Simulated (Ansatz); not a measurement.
## From the elastic tensor of Pt at 5 GPa (stress–strain coefficients) to moduli and sound speeds

Level of theory: DFT LDA, scalar-relativistic, plane waves, PAW in Ansatz 0.2.0. Cutoff 420 eV, 18×18×10 k-points (Γ-centred), Fermi-Dirac smearing of 0.15 eV. No spin polarisation.

It takes space group P6_3/mmc (No. 194, hexagonal). Conventional cell: a = 2.708 Å, b = 2.708 Å, c = 4.614 Å, α = 90.00°, β = 90.00°, γ = 120.00°. Around Pt (site symmetry -6m2) lie 12 Pt at 2.71 to 2.79 Å.

In a metal, frequencies and elastic constants depend on the k mesh and the smearing, soft modes and shear constants most. Spin–orbit coupling is left out, which can shift energies with elements as heavy as these. Other phases may be more stable at this pressure.

Relaxed-ion constants (GPa, on the Cartesian axes of the calculation):
C11 = 495.7, C12 = 259.6, C13 = 240.4, C22 = 495.7, C23 = 240.4, C33 = 450.2, C44 = 36.7, C55 = 36.7, C66 = 118.0 GPa; the others vanish.

Density 22.116 g/cm³; 2 atoms in 29.29 Å³.

The values that follow are for a polycrystal of randomly turned grains, by Hill's mean where one number stands. In a crystal this anisotropic the Voigt and Reuss bounds lie far apart, so Hill's mean and the sound speeds and Debye temperature from it are rough.

With S = C⁻¹: B_V = (C11+C22+C33+2(C12+C13+C23))/9, G_V = (C11+C22+C33−C12−C13−C23+3(C44+C55+C66))/15, 1/B_R = S11+S22+S33+2(S12+S13+S23), 15/G_R = 4(S11+S22+S33−S12−S13−S23)+3(S44+S55+S66); Hill is their mean. Then v_l = √((B+4G/3)/ρ), v_t = √(G/ρ), v_m = [(2/v_t³+1/v_l³)/3]^(−1/3) and Θ = (ħ/k_B)·v_m·(6π²n/V)^(1/3) for n atoms in the volume V; E = 9BG/(3B+G), ν = (3B−2G)/(2(3B+G)) and A^U = 5G_V/G_R + B_V/B_R − 6.

| Property | Result |
| --- | --- |
| Bulk modulus, Voigt / Reuss / Hill | 324.7 / 323.4 / 324.0 GPa |
| Shear modulus, Voigt / Reuss / Hill | 85.0 / 62.4 / 73.7 GPa |
| Young's modulus | 206 GPa |
| Poisson ratio | 0.394 |
| Pugh ratio B/G | 4.40 |
| Universal anisotropy index | 1.82 |
| Longitudinal and transverse sound speeds | 4370 and 1826 m/s |
| Debye temperature from the mean sound speed | 251 K |

This form isn't the element's structure at ambient conditions.

Cost: 1 run of about 14 core-minutes, on AMD EPYC 7R43 (Zen 3) (shared hosts).

Hexagonal Pt resists compression strongly but shear only weakly, and its anisotropy lies almost entirely in the shear response: the Voigt and Reuss bulk moduli nearly coincide, while the shear bounds do not. The softest mode is the sliding of close-packed layers over one another, with C44 at 36.7 GPa against 118.0 GPa for shear within the basal plane. The axial ratio is above the ideal value for close packing, so contacts between layers are longer than those within them. This probably contributes to C33 being smaller than C11 and to the easier compression along c.

The high bulk modulus reflects cohesion from the broad, largely filled 5d band together with the resistance of the sp electrons to compression. C12 and C13 far exceed C66 and C44, respectively, a sign of many-body metallic bonding that central pair forces cannot describe. The constants satisfy the elastic stability criteria for homogeneous strain, but this does not exclude phonon instabilities at finite wavevector. Nor does the large B/G ratio establish ductility, which also depends on the available slip systems and dislocation mobility.
